Magnetisability of a closed-shell molecule: the Langevin and Van Vleck terms, with H₂ as the example

1. Definition and units

In a uniform static induction B, a molecule with no permanent magnetic moment has the energy

E(B) = E₀ − ½ Σ_ab ξ_ab B_a B_b + O(B⁴), so ξ_ab = −∂²E/∂B_a∂B_b at B = 0.

The induced moment is μ_a = Σ_b ξ_ab B_b, and negative ξ means diamagnetism. Formulas are in SI, e > 0, the electron has charge −e and mass m. A dilute gas of number density n has the SI volume susceptibility χ = μ₀ n ξ̄, with ξ̄ a third of the trace. Two conversions are used:

e²/m = 1.759 neV T⁻² Å⁻²
1 a.u. = e²a₀²/m = 7.891×10⁻²⁹ J/T² = 0.4925 neV/T², which per mole is 5.972×10⁻¹¹ m³/mol (SI) or 4.752×10⁻⁶ cm³/mol (cgs).

2. Premises

(P1) The nuclei are clamped.
(P2) The Hamiltonian is non-relativistic, without spin-orbit coupling, and its potential V is a real function of the coordinates.
(P3) The ground state |0⟩ is a non-degenerate spin singlet with a gap above it.
(P4) The field is weak enough for second-order perturbation theory.

3. The Hamiltonian in the field

Take A(r) = ½ B × r, whose curl is B and whose divergence is zero; r is measured from a chosen gauge origin. The kinetic energy of one electron becomes (p + eA)²/2m. Zero divergence makes p·A = A·p, so

(p + eA)²/2m = p²/2m + (e/m) A·p + (e²/2m) A².

The cyclic rule for triple products gives A·p = ½ B·(r × p) = ½ B·l, and |B × r|² = B²r² − (B·r)² gives A² = ¼B²(r² − r_a²) for B along axis a. Summing over the N electrons,

H = H₀ + B H₁ + B² H₂
H₁ = (e/2m) L_a, with L = Σ_i r_i × p_i
H₂ = (e²/8m) Σ_i (r_i² − r_ia²).   (1)

The spin Zeeman term is proportional to B·S. By P2 it commutes with everything in (1), and by P3 it gives zero on |0⟩, so it drops out to all orders.

4. Perturbation expansion

Write ψ = |0⟩ + Bψ₁ + ... with ⟨0|ψ₁⟩ = 0, and E = E₀ + BE₁ + B²E₂ + ...

Order B: (H₀ − E₀)ψ₁ = −(H₁ − E₁)|0⟩. Projection on ⟨0| gives E₁ = (e/2m)⟨0|L_a|0⟩. H₀ is real, so the spatial part of a non-degenerate eigenstate can be chosen real. L_a = −iħ × (real operator), so its expectation value in a real state is purely imaginary; L_a is Hermitian, so the value is real. Hence E₁ = 0. The same argument kills the expectation value of any Hermitian, purely imaginary operator and is used again below.

Projection on an excited state ⟨n| gives

ψ₁ = −Σ_{n≠0} |n⟩⟨n|H₁|0⟩/(E_n − E₀).

Order B²: (H₀ − E₀)ψ₂ + H₁ψ₁ + H₂|0⟩ = E₂|0⟩. Projection on ⟨0| removes the first term:

E₂ = ⟨0|H₂|0⟩ − Σ_{n≠0} |⟨n|H₁|0⟩|²/(E_n − E₀).

Since ξ_aa = −2E₂,

ξ_aa = −(e²/4m) ⟨Σ_i (r_i² − r_ia²)⟩ + (e²/2m²) Σ_{n≠0} |⟨n|L_a|0⟩|²/(E_n − E₀).   (2)

The first term, named after Langevin, is negative and measures the mean squared distance of the electrons from the field axis through the origin. It needs only the ground-state density. The second, named after Van Vleck, is never negative, because every denominator is positive. The sum includes the ionisation continuum, and neither term depends on temperature.

5. Gauge origin

Only the sum of the two terms is observable. Let B lie along x and move the origin by s along z. Then z_i → z_i − s and L_x → L_x + sP_y, with P_y = Σp_iy. Let D_y = Σy_i and D_z = Σz_i. The Langevin term changes by −(e²/4m)(Ns² − 2s⟨D_z⟩).

From [H₀, D_y] = −(iħ/m)P_y follows ⟨n|P_y|0⟩/(E_n − E₀) = (im/ħ)⟨n|D_y|0⟩. For G equal to P_y or L_x, ⟨0|G|0⟩ = 0, so closure gives

Σ_{n≠0} ⟨0|G|n⟩⟨n|P_y|0⟩/(E_n − E₀) = (im/ħ)⟨G D_y⟩ = (im/2ħ)⟨[G, D_y]⟩,

because the anticommutator part of G D_y is Hermitian and imaginary. With [P_y, D_y] = −iħN and [L_x, D_y] = iħD_z the two sums are mN/2 and −m⟨D_z⟩/2. The Van Vleck term changes by (e²/2m²)(s²mN/2 − 2s·m⟨D_z⟩/2) = (e²/4m)(Ns² − 2s⟨D_z⟩), which cancels the Langevin change exactly. The cancellation needs a complete set of states, so a finite basis leaves an origin dependence; London orbitals remove it. A quoted split must name its origin. The Langevin term is smallest in magnitude at the electronic centroid, s = ⟨D_z⟩/N.

6. Spherical atoms

For a ¹S atom with the origin at the nucleus, L_a|0⟩ = 0 and the Van Vleck term vanishes. Spherical symmetry gives ⟨r_a²⟩ = ⟨r²⟩/3, so

ξ = −(e²/6m) ⟨Σ_i r_i²⟩.   (3)

A hydrogenic 1s orbital has the radial density 4(Z/a₀)³ r² exp(−2Zr/a₀), so ⟨r²⟩ = 4(Z/a₀)³ · 4!/(2Z/a₀)⁵ = 3a₀²/Z² and ξ = −1/(2Z²) a.u. per electron, or −0.246 neV/T² for Z = 1. A one-electron atom is ²S and violates P3: this value is its orbital part only, and a spin term comes on top (section 9). A 1s² singlet of non-interacting electrons has twice the value.

7. The Van Vleck term without excited states

Analytic-derivative and density functional perturbation codes solve the order-B equation for ψ₁ directly (the Sternheimer approach). A variational form serves for hand calculation. Let A = B a(r) and take the normalised trial state Ψ = exp[i(eB/ħ) Σ_i f(r_i)] |0⟩ with any real f. Moving the phase through the momentum turns p + eBa into p + w, with w = eB(a + ∇f). The cross term p·w + w·p is Hermitian and imaginary and averages to zero. The variational principle gives

E(B) ≤ E₀ + (e²B²/2m)⟨Σ_i |a + ∇f|²⟩, so ξ_aa ≥ −(e²/m)⟨Σ_i |a + ∇f|²⟩.   (4)

The choice f = 0 returns the Langevin term, and whatever an optimised f gains is a lower bound to the Van Vleck term. For f = Σ_k λ_k f_k the mean square is ⟨Σa²⟩ + 2λ·b + λ·Mλ, with b_k = ⟨Σ a·∇f_k⟩ and M_kl = ⟨Σ ∇f_k·∇f_l⟩. Its minimum is at λ = −M⁻¹b, so

ξ_para ≥ (e²/m) b·M⁻¹b.   (5)

For B along x, a = ½(0, −z, y). With f₁ = yz, Y = ⟨Σy_i²⟩ and W = ⟨Σz_i²⟩, one has b₁ = (Y − W)/2 and M₁₁ = Y + W:

ξ_para ≥ (e²/4m)(W − Y)²/(W + Y).   (6)

A test: for one electron in a harmonic well with frequencies ω_y and ω_z, L_x connects the ground state only to the state with one quantum in each mode, with squared element ħ²(ω_y − ω_z)²/(4ω_yω_z) and gap ħ(ω_y + ω_z). With Y = ħ/2mω_y and W = ħ/2mω_z, equations (2) and (6) both give (e²ħ/8m²)(ω_y − ω_z)²/[ω_yω_z(ω_y + ω_z)], so (6) is then an equality. The Van Vleck term is the response of a cloud that is not round about the field axis.

An upper bound follows from replacing every denominator in (2) by the smallest allowed gap Δ and using closure: ξ_para ≤ (e²/2m²)⟨L_a²⟩/Δ.

8. H₂ parallel and perpendicular to the bond

Symmetry. Put the bond along z, the protons A and B at z = +d and −d, and the origin at the midpoint, which is the centroid. The ground state is ¹Σg⁺, so L_z|0⟩ = 0 and the parallel component is pure Langevin. L_x is even under inversion and changes the axial angular momentum by one unit, so it reaches only ¹Πg states. With ⟨Σx²⟩ = Y,

ξ∥ = −(e²/2m) Y, ξ⊥ = −(e²/4m)(Y + W) + ξ_para.

Model. Both electrons occupy φ = (χ_A + χ_B)/√(2 + 2S), with χ = (ζ³/π)^½ exp(−ζr). The inputs are a typical exponent ζ = 1.19/a₀ (2.25 Å⁻¹) and the approximate bond length 2d = 1.40 a₀ (0.741 Å), so q = 2ζd = 1.666. Because φ has no node, it is the ground state of some local potential, and (4) holds for independent electrons in that potential. This is the Kohn-Sham situation without current dependence in the functional: ψ₁ is imaginary, the density does not change at order B, and the potential does not respond.

Moments. Use μ = (r_A + r_B)/2d and ν = (r_B − r_A)/2d, for which z = dμν, x² + y² = d²Q with Q = (μ² − 1)(1 − ν²), and dV = d³D dμ dν dϕ with D = μ² − ν². Then χ_Aχ_B = (ζ³/π)exp(−qμ), and integrating the polynomials gives

S = e^(−q)(1 + q + q²/3) = 0.6787
⟨A|y²|B⟩ = ζ⁻²e^(−q)(1 + q + 2q²/5 + q³/15) = 0.5451 a₀²
⟨A|z²|B⟩ = ζ⁻²e^(−q)(1 + q + 9q²/20 + 7q³/60 + q⁴/60) = 0.6117 a₀².

The one-centre values are ⟨A|y²|A⟩ = ζ⁻² = 0.7062 a₀² and ⟨A|z²|A⟩ = ζ⁻² + d² = 1.1962 a₀². Adding one-centre and overlap parts and dividing by 1 + S gives, per electron, ⟨y²⟩ = 0.7454 a₀² and ⟨z²⟩ = 1.0769 a₀², so Y = 0.417 Å² and W = 0.603 Å². Four figures are kept only to carry the arithmetic, and results are formed from unrounded values.

Van Vleck term. Equation (6) gives 0.030 a.u. (0.015 neV/T²). A second function f₂ = d·yν tends to ±d·y near the two protons, which moves the local gauge origin towards each atom. From ∂ν/∂y = −yν/(d²D), ∂ν/∂z = μ(1 − ν²)/(dD) and |∇ν|² = (1 − ν²)/(d²D), and with y² averaged over ϕ to d²Q/2, the per-electron quantities are

b₂ = (d²/2)⟨−μν² + μQ/2D⟩
M₁₂ = d²⟨μν² + μQ(1 − 2ν²)/2D⟩
M₂₂ = d²⟨ν² + Q(1 − 3ν²)/2D⟩,

averaged with the normalised weight D exp(−qμ)[1 + cosh(qν)] over μ from 1 to ∞ and ν from −1 to 1. In a₀²: b₁ = −0.166, b₂ = −0.0619, M₁₁ = 1.822, M₁₂ = 0.545, M₂₂ = 0.208. For two electrons b and M both double, so (5) is twice the per-electron b·M⁻¹b: ξ_para ≥ 0.037 a.u., 23 % above the one-function value.

For the upper bound, L_xχ_A = −d p_yχ_A and L_xχ_B = +d p_yχ_B, since each χ is spherical about its own centre. With ⟨A|p_y²|A⟩ = ħ²ζ²/3 and ⟨A|p_y²|B⟩ = ħ²ζ²e^(−q)(1 + q)/3, the two electrons give ⟨L_x²⟩ = ħ²(q²/6)[1 − e^(−q)(1 + q)]/(1 + S) = 0.137 ħ². An approximate vertical gap of 15 eV to the lowest ¹Πg state caps ξ_para at roughly 0.12 a.u. (0.061 neV/T²). The cap is crude, since it places all the weight at the lowest gap.

Results, with the two-function lower bound for ξ_para:

quantity | a.u. | neV/T² | 10⁻⁶ cm³/mol (cgs)
ξ∥ | −0.75 | −0.37 | −3.5
ξ⊥, Langevin | −0.91 | −0.45 | −4.3
ξ⊥, Van Vleck | 0.037 | 0.018 | 0.18
ξ⊥, total | −0.87 | −0.43 | −4.2
ξ̄ = (ξ∥ + 2ξ⊥)/3 | −0.83 | −0.41 | −4.0

At 10 T the energy −½ξB² rises by 18 neV with the bond along the field and by 22 neV with the bond across it. The difference, 3.2 neV, is negligible against k_BT = 25.9 meV at 300 K, so the gas is randomly oriented and shows ξ̄. An ideal gas at 1 atm and 300 K has χ = −2.0×10⁻⁹. The Van Vleck term is a small part of ξ⊥ but matters for the anisotropy ξ∥ − ξ⊥: the Langevin value 0.082 neV/T² drops by 22 % to 0.063 neV/T² with the lower bound and to 0.021 neV/T² at the cap. Within the model the sign of the anisotropy is the same at both ends, and its magnitude lies between them.

9. Range of validity

Field. The natural field unit is B₀ = ħ/(ea₀²) = 2.35×10⁵ T, and the B⁴ term is smaller than the B² term by a factor of order (B/B₀)², which is 1.8×10⁻⁹ at 10 T. The margin collapses for extended states. For a shallow donor in an isotropic parabolic band, m → m* and a₀ → a* = a₀ε_r m/m*. Typical GaAs values, m* = 0.067 m and ε_r = 12.9, give a* = 10.2 nm, an orbital shift e²a*²B²/4m* of 68 µeV/T² times B², and a field unit ħ/(ea*²) of only 6.3 T.

Spin. An unpaired electron with g ≈ 2 adds the Curie term μ_B²/k_BT = 130 neV/T² at 300 K, so a mole fraction of 0.3 % of spin-½ species cancels the diamagnetism of H₂. The two proton spins, treated as independent with an approximate moment of 2.79 μ_N each, add 0.0006 neV/T², well below the Van Vleck term.

Degeneracy. If the ground state is degenerate, or a state coupled by L_a lies within a few k_BT, P3 fails and thermal averaging is needed. For heavy elements spin-orbit coupling violates P2, and the spin operator enters the second-order sum. In a crystal r is unbounded, and (2) must be recast for Bloch states.

Nuclear motion and model. Stretching the bond to 1.45 a₀, an approximate zero-point mean, at fixed ζ shifts the perpendicular Langevin term by −0.007 neV/T². Lowering ζ by 1 % at fixed bond length also shifts it by −0.007 neV/T². Each shift is over a third of the tabulated Van Vleck term, and the model omits electron correlation and polarisation of the orbital. The table therefore supports two figures at most. Equation (2) itself is exact under P1 to P4.